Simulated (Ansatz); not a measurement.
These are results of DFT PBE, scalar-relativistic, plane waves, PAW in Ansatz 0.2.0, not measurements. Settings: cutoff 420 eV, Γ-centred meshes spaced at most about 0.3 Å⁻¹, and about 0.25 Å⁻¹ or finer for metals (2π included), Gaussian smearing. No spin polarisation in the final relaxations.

These are static total energies at zero pressure.

Two forms of Ti5W were relaxed alike.

A.

```
CELL_PARAMETERS angstrom
2.87666 0.00000 0.00000
-1.43833 2.49126 0.00000
0.00000 0.00000 14.25119
ATOMIC_POSITIONS crystal
Ti 0.33333 0.66667 0.83111
Ti 0.33333 0.66667 0.16889
Ti 0.33333 0.66667 0.50000
Ti 0.66667 0.33333 0.33227
Ti 0.66667 0.33333 0.66773
W 0.66667 0.33333 0.00000
```

B.

```
CELL_PARAMETERS angstrom
2.74201 0.00000 0.00000
0.00000 2.74201 0.00000
0.00000 0.00000 13.52862
ATOMIC_POSITIONS crystal
Ti 0.00000 0.00000 0.66468
Ti 0.50000 0.50000 0.83199
Ti 0.50000 0.50000 0.16801
Ti 0.00000 0.00000 0.33532
Ti 0.50000 0.50000 0.50000
W 0.00000 0.00000 0.00000
```

Task: Which form is favoured at zero pressure, and by what margin per atom?

Result: A is lower, by 9 meV/atom. A has Ti and W ordered on hcp sites, space group P-6m2 (No. 187), 17.0 Å³/atom and no gap on its mesh; B has Ti and W ordered on fcc sites, space group P4/mmm (No. 123), 17.0 Å³/atom and no gap. Counting all near atoms (those within 1.25 times the shortest distance at each site), A and B both have Ti 12, W 12. Even the lower one lies +0.11 eV/atom against the reference forms of the elements (uncorrected), so neither is stable at this level. Both come from invented guesses. A third cell relaxed alike, in Cmmm, lies 39 meV/atom below the lower of the two.

For metals, differences of a few meV/atom aren't resolved. These runs have no spin–orbit coupling, which can matter for W. Cells relaxed within their symmetry can be saddle points.

Form A is favoured over B by only 9 meV/atom, a narrow preference for hcp-type stacking. Volume and the count of near atoms barely distinguish the two, so the difference probably lies in how the stacking shapes the d band; with so much titanium, a leaning towards hcp is plausible. B is also far from ideal fcc: its cell is stretched along c, away from bcc on the Bain path, leaving four short in-plane contacts and eight longer ones around each atom.

The more telling result is the Cmmm cell, 39 meV/atom below A, which rules out both close-packed orderings as the ground state at this composition. Tungsten, with more d electrons than titanium, is a known stabiliser of bcc titanium, so a bcc-like arrangement would be a natural candidate for that cell, though its coordinates aren't given. The positive energy against the elements fits the known tendency of Ti–W to separate at low temperature. It doesn't contradict the bcc solid solution found at high temperature, where configurational and vibrational entropy contribute.
